Barium titanate is an insulator whose highest filled bands come mainly from oxygen 2p orbitals and whose lowest empty bands come from titanium 3d orbitals. A +U correction acts on those 3d orbitals, and the table follows the band gap as its strength $U$ (the column U − J on Ti d) increases. The cells also differ in volume $V$. All are non-magnetic and ideally cubic with Ti held at the centre of its oxygen cage, so the gaps belong to this idealised crystal and not to the real one, where Ti is displaced.

Cubic BaTiO3 (Pm-3m) computed with Ansatz 0.2.0: r2SCAN+U, plane waves with generated PAW datasets and a 500 eV cutoff, scalar-relativistic, without spin polarisation. U acts on Ti d through orthogonalised all-electron atomic orbitals. Each row is a single point on an unrelaxed 10-atom cell, with the gap taken on that cell's Γ-centred k-mesh.

| U − J on Ti d (eV) | volume (Å³/atom) | shortest distance at Ti (Å) | band gap on the mesh (0: none) (eV) | Bader charge of Ti (e) |
| --- | --- | --- | --- | --- |
| 1.69 | 12.43 | 1.980 | 2.47 | 2.37 |
| 1.82 | 13.23 | 2.022 | 2.28 | 2.38 |
| 2.47 | 12.63 | 1.991 | 2.53 | 2.40 |
| 3.26 | 12.83 | 2.002 | 2.56 | 2.42 |
| 3.42 | 13.07 | 2.014 | 2.52 | 2.43 |
| 3.46 | 12.54 | 1.987 | 2.65 | 2.43 |
| 4.49 | 12.78 | 1.999 | 2.75 | 2.46 |
| 5.52 | 13.39 | 2.030 | 2.77 | 2.50 |
| 6.60 | 13.26 | 2.024 | 2.99 | 2.54 |

### (a) If the rest of the potential stayed fixed, how far would the correction open the gap?

*Solution.* The correction adds to each d orbital a potential

$$
v = U\left(\tfrac12 - n\right),
$$

where $n$ is the occupation of that orbital for one spin. Two limits show what this does. An empty orbital is pushed up by $U/2$, and a half-filled one isn't moved at all.

The orbitals that matter are the three called t2g, which point between the oxygen neighbours and form the bottom of the empty bands. In the same calculations their occupation lies between 0.14 and 0.18. It is not zero, although Ti is formally Ti⁴⁺, because the filled oxygen bands contain some d character. The t2g orbitals are therefore closer to the empty limit than to the half-filled one, and the push is about a third of $U$.

The top of the filled bands feels no such push. By symmetry, the oxygen 2p state there has no Ti d orbital to mix with, and the t2g state at the bottom of the empty bands has no oxygen 2p partner. If the rest of the potential stayed fixed, and the edge state lay wholly in the corrected orbitals, the gap would grow by the full change in $v$.

Rows 1.82 and 6.60 allow a test, since their volumes are nearly equal. Between them $v$ grows by 1.80 eV, so this limit predicts a gap wider by 1.80 eV. The computed gap widens by only 0.71 eV, about 0.15 eV for each eV of $U$.

### (b) Why does only about 40% of the push reach the gap?

*Solution.* Consider the opposite limit, in which electrons move so readily that they cancel any push. Raising the d orbitals makes it less favourable for the filled bands to keep electrons on Ti, so charge moves towards oxygen. Titanium becomes more positive and attracts its d electrons more strongly, which lowers the very levels that $U$ has raised. A real crystal lies between this limit and that of part (a), where nothing but the correction changes.

The charge transfer is visible in the results. From row 1.82 to row 6.60 the Bader charge of Ti, the nuclear charge less the electrons inside the region of space assigned to the atom, rises by 0.16 e. Over the same interval the t2g orbitals lose 0.22 electrons per Ti.

The other two d orbitals, called eg, point straight at the oxygen atoms and give a further hint. Their push grows by 1.05 eV between the same two rows, yet they lose almost no electrons. A stronger attraction from the more positive Ti would hold them in place in just this way.

This gives a rough estimate of the back-reaction. Suppose that it lowers all five d orbitals alike and just cancels the push on eg. It then amounts to about 1.05 eV, which leaves $1.80 - 1.05 = 0.75$ eV of the push on t2g, close to the computed 0.71 eV. The back-reaction may thus account for most of the missing 60%. The estimate is no proof, since the two sets of orbitals need not be lowered equally, and part of the reduction may arise because the edge state does not lie wholly within the orbitals on which the correction acts.

### (c) Why does the gap fall at rows 1.82 and 3.42, and almost stall at rows 3.26 and 5.52, although $U$ rises each time?

*Solution.* In each of these rows the cell is larger than in the row before. To see the effect of volume almost alone, compare rows 3.42 and 3.46, where $U$ hardly changes. The cell shrinks by 0.53 Å³ per atom and the gap widens by 0.13 eV.

The limit of widely separated ions suggests why. In the crystal, an electron on oxygen is stabilised by the positive ions around it, while an electron on titanium is repelled by its negative neighbours. This keeps oxygen 2p below titanium 3d. If the ions were pulled far apart, the stabilisation would vanish and Ti⁴⁺ would take an electron back from O²⁻. Expansion is a small step towards that limit, so it should narrow the gap, unless the accompanying change in orbital overlap outweighs it. The table shows that the gap does narrow, and by how much.

Treating the two effects as additive gives a simple model, fitted to all nine rows:

$$
\Delta E_\text{gap} \approx 0.39\,\Delta v - 0.245\,\Delta V ,
$$

with energies in eV and $V$ in Å³ per atom. Take the step from row 4.49 to row 5.52, both of which were part of the fit. The t2g occupations are 0.157 and 0.146, so

$$
\Delta v = 5.52\,(0.5-0.146) - 4.49\,(0.5-0.157) = 0.41\ \text{eV}.
$$

The push contributes $0.39 \times 0.41 = 0.16$ eV. The cell grows by 0.61 Å³ per atom, which contributes $-0.245 \times 0.61 = -0.15$ eV. The sum is 0.01 eV, against a computed rise of 0.02 eV. The plateau is thus a near-cancellation of two ordinary effects, and not a sign that $U$ has stopped working.

The two falls are the same contest with a different winner. At row 1.82 $U$ has barely risen while the cell has grown by 0.80 Å³ per atom, so volume wins easily. At row 3.42 both changes are small, but that of the volume counts for more than twice as much. At row 3.26 the growth of the cell takes back about half of what $U$ gives. The gap rises even less than that, by 0.03 eV, probably in part because the gap of row 2.47 before it is slightly too large, for a reason given below.

The model reproduces the nine gaps with a typical error of 0.014 eV; a straight line in $U$ alone leaves 0.066 eV. Its weak point is the volume term. The four smallest cells were computed on k-point meshes that skip the exact top of the filled bands, which makes their gaps slightly too large and can pass for an effect of volume. A fit to the other five rows alone gives a slope of −0.22 instead of −0.245 and places the four left-out gaps within 0.04 eV, so the volume effect remains but its second digit is uncertain. The output below gives these fits and the contributions step by step.

For this crystal, and for $U$ applied with the same projectors, the result can be used as a rule of thumb. One eV of $U$ opens the gap by about 0.15 eV, and an expansion of $0.15/0.245 \approx 0.6$ Å³ per atom, roughly 5% of the volume, takes this gain back. The gap rises from one row to the next only if the cell grows by less than this for each eV added to $U$. To see what $U$ itself does to the gap, one should therefore compare cells of equal volume.

Numerical output:

```
Gap change from row 1.82 to row 6.60, nearly equal volume (eV): 0.71
Gap change per eV of U in this pair (eV per eV): 0.1485
Change of the push U(1/2 - n) on t2g in this pair (eV): 1.798
Share of the t2g push that appears in the gap in this pair: 0.3949
Change of the push on eg in this pair (eV): 1.049
Change of t2g electrons per Ti in this pair: -0.222
Change of eg electrons per Ti in this pair: -0.004
Change of Bader charge of Ti in this pair (e): 0.16
fit of gap on 9 rows: constant 5.29 +/- 0.26, coefficient of push 0.391 +/- 0.012, coefficient of vol -0.2452 +/- 0.021; rms 0.0135, worst 2.47 -0.0198, leave-one-out rms 0.0207
fit of gap on 9 rows: constant 2.188 +/- 0.063, coefficient of U_eff 0.1171 +/- 0.016; rms 0.0657, worst 1.82 0.121, leave-one-out rms 0.0872
fit of gap on 5 rows (hasR > 0.5): constant 4.98 +/- 0.43, coefficient of push 0.3979 +/- 0.0099, coefficient of vol -0.2225 +/- 0.033; rms 0.00795, worst 3.42 0.00955, leave-one-out rms 0.0235
  rows outside the fit (model, value, miss): 1.69 2.431, 2.47, -0.0388; 2.47 2.493, 2.53, -0.0374; 3.46 2.651, 2.65, 0.00143; 4.49 2.75, 2.75, -0.000362
Mean miss of the last fit on rows without R, prediction less value (eV): -0.01879
Steps from the row before, and miss of the main model:
   row  volume step (A3/atom)  gap step (eV)  part from U push (eV)  part from volume (eV)  prediction less value (eV)
  1.69                    n/a            n/a                    n/a                    n/a                    -0.01474
  1.82                    0.8          -0.19                 0.0185                -0.1961                   -0.002372
  2.47                   -0.6           0.25                0.08549                 0.1471                    -0.01978
  3.26                    0.2           0.03                  0.109               -0.04903                     0.01015
  3.42                   0.24          -0.04                0.02357               -0.05884                     0.01488
  3.46                  -0.53           0.13               0.003902                 0.1299                     0.01872
  4.49                   0.24            0.1                  0.149               -0.05884                    0.008834
  5.52                   0.61           0.02                 0.1619                -0.1496                    0.001151
   6.6                  -0.13           0.22                 0.1701                0.03187                    -0.01685
```
